The loading law in plasma etching, applied to batch stripping of resist in O₂

A discharge makes reactive atoms at a finite rate, and every square centimetre of etchable film draws on the same supply. The etch rate therefore falls as film is added to the reactor. The relation between rate and exposed area follows from a particle balance on the etchant and is named after Mogab, who analysed it in 1977. Here the etchant is atomic oxygen and the film is photoresist on a batch of wafers in a barrel reactor. Lengths are in cm, densities in cm⁻³, flows in sccm (273.15 K, 1 atm), and etch rates in cm/s or nm/min.

Premises

P1. One neutral species, of number density n, limits the etch. Ion bombardment plays no part.
P2. The reactor, of volume V, is well mixed: n is the same at the pump port, the walls and every wafer.
P3. The etchant is generated at a mean rate G (atoms cm⁻³ s⁻¹) that does not depend on the load.
P4. Every loss is first order in n: pumping at fixed volumetric speed S (cm³/s, at reactor pressure and gas temperature), recombination on walls of area A_wall, and consumption on film of exposed area A.
P5. The rate coefficients are constant, which requires fixed wall and wafer temperatures.
P6. Removing one formula unit of film costs a fixed number x of etchant atoms, and the film holds N units per cm³.

Surface loss coefficients

For a Maxwellian gas the one-sided flux to a surface is n times the integral of v_z f(v_z) over v_z > 0. With f = (b/π)^½ exp(−b v_z²) and b = m_O/(2k_BT), the integral is 1/(2(πb)^½), which is v̄/4 with v̄ = (8k_BT/(π m_O))^½. If an atom that strikes the surface is lost with probability γ, and γ ≪ 1 so that the distribution stays nearly isotropic, the loss per unit area is k n with

k = γ v̄/4.   (1)

Thus k is a velocity and kA is a volumetric speed that adds directly to S. Write k_wall for the walls and k_w for the film. The coefficient k_w counts every atom lost on the film, and x counts them in the same way, so atoms that merely recombine on the film raise both.

The etchant balance

The number of atoms in the reactor is nV. By P2 to P4,

V dn/dt = G V − n (S + k_wall A_wall + k_w A).   (2)

Define the loss speed of the unloaded reactor,

L₀ = S + k_wall A_wall.   (3)

At constant A, equation (2) is linear with constant coefficients, and its solution is n(t) = n_ss + [n(0) − n_ss] exp(−t/τ), with

n_ss = G V/(L₀ + k_w A),   τ = V/(L₀ + k_w A).   (4)

The lifetime τ cannot exceed the residence time V/S, typically seconds, while a film takes minutes to clear. The density therefore follows the instantaneous area, and the steady balance G V = n (L₀ + k_w A) holds throughout the etch.

From density to etch rate

A front receding at speed R removes R N units per cm² per second and by P6 consumes x R N atoms. By P4 that consumption is k_w n. Equating the two,

R = k_w n/(x N).   (5)

Inserting (4),

R = k_w G V/[x N (L₀ + k_w A)].   (6)

As A → 0 the rate tends to R₀ = k_w n₀/(x N) with n₀ = G V/L₀. This is the rate on a chip too small to disturb the gas. Dividing R₀ by (6), the factors G V, x and N cancel:

R₀/R = 1 + Φ,   Φ = k_w A/(S + k_wall A_wall).   (7)

This is the loading law. The loading number Φ is the ratio of loss on the film to all other losses, and the rate is halved at A* = L₀/k_w. In terms of the unloaded lifetime τ₀ = V/L₀, Φ = k_w τ₀ A/V: long-lived etchants load strongly, and faster pumping or more active walls suppress loading at the price of a lower n₀.

Inverting (6) gives the form used to analyse data:

1/R = 1/R₀ + [x N/(G V)] A.   (8)

A plot of 1/R against A is a straight line. The slope contains only stoichiometry and generation, with no surface kinetics. The ratio of slope to intercept is k_w/L₀. The plot fixes two combinations of parameters and cannot separate S from k_wall A_wall or G V from x N. For uniform thickness d the clearing time is d/R = d/R₀ + x N d A/(G V), a fixed part plus a part proportional to the volume of film.

Saturation of the total removal

Multiplying (6) by A,

R A = [G V/(x N)] Φ/(1 + Φ).   (9)

The factor Φ/(1 + Φ) is the fraction of generated atoms lost on the film. For Φ ≪ 1 the removal grows as R₀A. For Φ ≫ 1 it saturates at G V/(x N), every atom ends on the film, and R falls as 1/A. The kinetics then drop out: from (6), ∂ln R/∂ln k_w = 1/(1 + Φ). If k_w has activation energy E_a while G, x and L₀ are insensitive to wafer temperature, the apparent activation energy is E_a/(1 + Φ).

Clearing

When the film clears, A falls and n rises within a time τ. If the surface under the film is inert, the rate on whatever still etches (residues, thick spots, sidewalls) climbs by up to a factor 1 + Φ, to R₀. For film of varying thickness let z be the depth removed so far and f(z) the fraction of the initial area thicker than z. By P2 all remaining film recedes at one rate, dz/dt = R₀/(1 + Φ f), with Φ the initial value. Then dt = (1 + Φ f) dz/R₀. The integral of f from 0 to the largest thickness d_max is the mean thickness d̄, so

t_clear = (d_max + Φ d̄)/R₀.   (10)

The last material to go is removed at the unloaded rate.

Surfaces that arrive with the load

A wafer has a back as well as a coated face. With m wafers of face area a, A = m a, and the backs add a loss k_b A that grows with the load but removes no film. Let k_u describe the surface uncovered on clearing and f the fraction still coated. The loss speed in (2) becomes L₀ + A[k_b + f k_w + (1 − f) k_u], and with R₀ still referred to the empty reactor,

R₀/R = 1 + A [k_b + f k_w + (1 − f) k_u]/L₀.   (11)

At f = 1 the line (8) stays straight, its slope is multiplied by 1 + k_b/k_w, and the saturation value in (9) is divided by that factor. At f → 0 the rate rises only to R₀/[1 + A(k_b + k_u)/L₀]. If k_u > k_w, as may happen over a metal that recombines O efficiently, the rate falls on clearing.

Range of validity

(a) Depletion of the feed (P3). At fixed electron density and temperature G V = K n₂, with n₂ the O₂ density and K a constant in cm³/s. Let Q be the O₂ feed in molecules/s, and let all oxygen taken up by the film arrive as atoms. Wall recombination returns O₂, so Q + ½ k_wall A_wall n = ½ K n₂ + S n₂. Replacing K n₂ by n(L₀ + k_w A) gives S n₂ = Q − ½ n (S + k_w A). Putting this n₂ back into K n₂ = n(L₀ + k_w A) and solving for n,

n = (K Q/S)/[L₀ + K/2 + k_w A (1 + K/(2S))].   (12)

So 1/R remains linear in A, and the consumption k_w A n saturates at 2Q K/(2S + K), which can never exceed the 2Q atoms supplied. Backs return O₂ like walls and add k_b A to the bracket. Changes of the discharge or the walls caused by the products are not captured.

(b) Volume losses (P4). The association O + O₂ + M is first order in n and adds a term νV to L₀, leaving the law intact. The recombination O + O + M adds a loss B n². With y = n/n₀ and ε = B n₀/L₀, dividing the loaded balance by n₀L₀ gives 1 + ε = y(1 + Φ) + ε y², or 1/y = (1 + Φ + ε y)/(1 + ε). At large Φ, y → 0 and the slope d(1/y)/dΦ is 1/(1 + ε). At Φ = 0, y = 1 and dy = −d(1/y), so the slope s obeys s(1 + ε) = 1 − ε s and equals 1/(1 + 2ε). The plot curves upward.

(c) Mixing (P2). Take a gap of height h between a coated face and the next back, with wafer radius r₀, diffusion coefficient D and no generation in the gap. If k_w h/D ≪ 1, n is uniform across the gap, and a balance on a ring gives D h (1/r) d/dr (r dn/dr) = (k_w + k_b) n. The solution finite on the axis is n = n_e I₀(φ r/r₀)/I₀(φ), with n_e the density at the edge, I₀ the modified Bessel function and

φ² = (k_w + k_b) r₀²/(D h).   (13)

Since the integral of u I₀(u) is u I₁(u), the area average is η n_e with η = 2 I₁(φ)/(φ I₀(φ)). The wafer terms in (11) are multiplied by η, the mean rate is η times the edge rate, and the centre etches at 1/I₀(φ) of the edge rate. P2 needs φ² ≪ 8, because η ≈ 1 − φ²/8. Along the reactor, atoms travel about (Dτ)^½; over longer distances P2 holds only if sources and sinks are spread evenly.

(d) Temperature and ions (P1, P5). A load that changes the wafer temperature changes k_w. If ion flux limits the rate, R is insensitive to n, and loading appears only when the consumption x N R A approaches G V.

Numerical illustration

The reactor is a quartz tube of radius r₁ = 12.5 cm and length 50 cm, so V = 24.5 L and A_wall = 4909 cm² with the end faces. It runs at a nominal 1.0 Torr, 400 K and 500 sccm O₂, fed and pumped through manifolds along its length. Wafers of 100 mm diameter (a = 78.5 cm²) carry 1.2 µm of resist and are spread evenly along the tube. The resist is modelled as the novolac repeat unit C₈H₈O (120.15 g/mol) at an approximate density of 1.2 g/cm³. Full oxidation to 8 CO₂ + 4 H₂O needs x = 16 + 4 − 1 = 19 atoms; incomplete oxidation, or uptake of O₂ by surface radicals, would lower x. The kinetic inputs are illustrative: γ_wall = 2 × 10⁻⁴, γ_w = 5 × 10⁻⁴ and G V = 8.0 × 10¹⁹ atoms/s. They were chosen so that the loaded rate lies in the range typical of barrel strippers, some tens of nm/min, so that range is no test of the model. Values are carried unrounded.

The gas density is n_g = p/(k_BT) = 2.41 × 10¹⁶ cm⁻³. One sccm is 4.478 × 10¹⁷ molecules/s, so Q = 2.24 × 10²⁰ s⁻¹, S = Q/n_g = 9.27 × 10³ cm³/s, and G V is 18 % of 2Q. For m_O = 16 u, v̄ = 728 m/s, and (1) gives k_wall = 3.64 cm/s and k_w = 9.09 cm/s. Then k_wall A_wall = 1.79 × 10⁴ cm³/s, L₀ = 2.71 × 10⁴ cm³/s, τ₀ = 0.90 s and n₀ = 2.95 × 10¹⁵ cm⁻³, which is 12 % of n_g. The film has N = 6.01 × 10²¹ cm⁻³ and x N = 1.14 × 10²³ cm⁻³. Hence R₀ = 141 nm/min, A* = 2.98 × 10³ cm² (38 wafers), and G V/(x N) = 42.0 mm³/min.

The columns below are m, A (cm²), R₀/R from (7), R (nm/min), R A (mm³/min), and R_b (nm/min) from (11) with f = 1 and oxide-like backs, k_b = k_wall.

m = 1:   78.5 | 1.03 | 137 | 1.08 | 136
m = 10:  785 | 1.26 | 111 | 8.75 | 103
m = 25:  1963 | 1.66 | 84.9 | 16.7 | 73.3
m = 50:  3927 | 2.32 | 60.8 | 23.9 | 49.5

With coated faces alone, fifty wafers have Φ = 1.32, use 57 % of the atoms, and clear in 8.5 + 11.2 = 19.7 min. The backs add 0.53 to R₀/R, which becomes 2.84. They are no small correction: the clearing time grows to 24.2 min and the saturation value drops to 30.0 mm³/min. On clearing to an oxide-like surface, k_u = k_wall, equation (11) gives R₀/R = 2.05. The rate on residues rises within about τ = 0.44 s from 49.5 to 68.6 nm/min, a factor 1.38, where (7) alone would give 2.32.

The neglected terms, each applied separately to the fifty-wafer rate of 49.5 nm/min, have the following sizes.

Feed depletion. In the empty reactor n₂ = n_g − n₀/2, so K = 3.53 × 10³ cm³/s and K/(2S) = 0.19. Equation (12) with backs gives 47.5 nm/min, and the ceiling on consumption without backs falls from 8.0 to 7.2 × 10¹⁹ atoms/s. The products, 12 molecules per 19 atoms, flow at 10 % of Q, enough to alter the discharge and the walls in ways the model omits.

Volume losses. An approximate coefficient of 3 × 10⁻³⁴ cm⁶/s for O + O₂ + M gives ν = 0.17 s⁻¹ with both partner densities set to n_g. This is 16 % of 1/τ₀ and lowers the rate to 46.9 nm/min at fixed G V; later reactions of the adduct can return the atom or remove a second one. A coefficient of order 1 × 10⁻³³ cm⁶/s for O + O + M, with two atoms lost per event, gives 0.14 s⁻¹ per atom at n₀ and ε = 0.13, so at given R₀ the slope of the loading plot runs from about 0.8 to 0.9 of its value in (7).

Mixing. Take D ≈ 350 cm²/s as approximate for O in O₂ under these conditions, and h = 1.0 cm. Then k_w h/D = 0.026, φ² = 0.91, η = 0.90 and 1/I₀(φ) = 0.81. The edge, mean and centre rates are 52.9, 47.7 and 42.7 nm/min, so the resist clears from the rim inward. The atoms must also cross the annulus around the stack. The stack draws η(k_w + k_b)π r₀² n_e/h per unit length. If all atoms were made at the tube wall, radial diffusion of this flow would need a density there above n_e by the fraction η φ² ln(r₁/r₀)/2 = 0.38. Applying that excess to all of L₀ bounds the further loss of rate at 12 %. The length (Dτ)^½ is 18 cm in the empty tube and 11 cm at full load, both well below 50 cm, so P2 rests on the even spacing of wafers and gas feed; a batch bunched at one place would load more strongly.

Temperature. With a typical E_a of 0.5 eV, warming the wafers from 400 to 410 K multiplies k_w by 1.42. The unloaded rate rises by that factor and the fifty-wafer rate from (11) by 1.19. Unheated wafers in a barrel warm during a run, so this effect can rival the loading itself at small m.

Multiplying the reductions from depletion, first-order association, gap diffusion and the annulus bound gives a mean rate near 38 nm/min. The model's result for fifty wafers is therefore roughly 40 to 50 nm/min, about a third of its unloaded rate of 141 nm/min, with a strip time near half an hour, and the inputs support no more figures than that.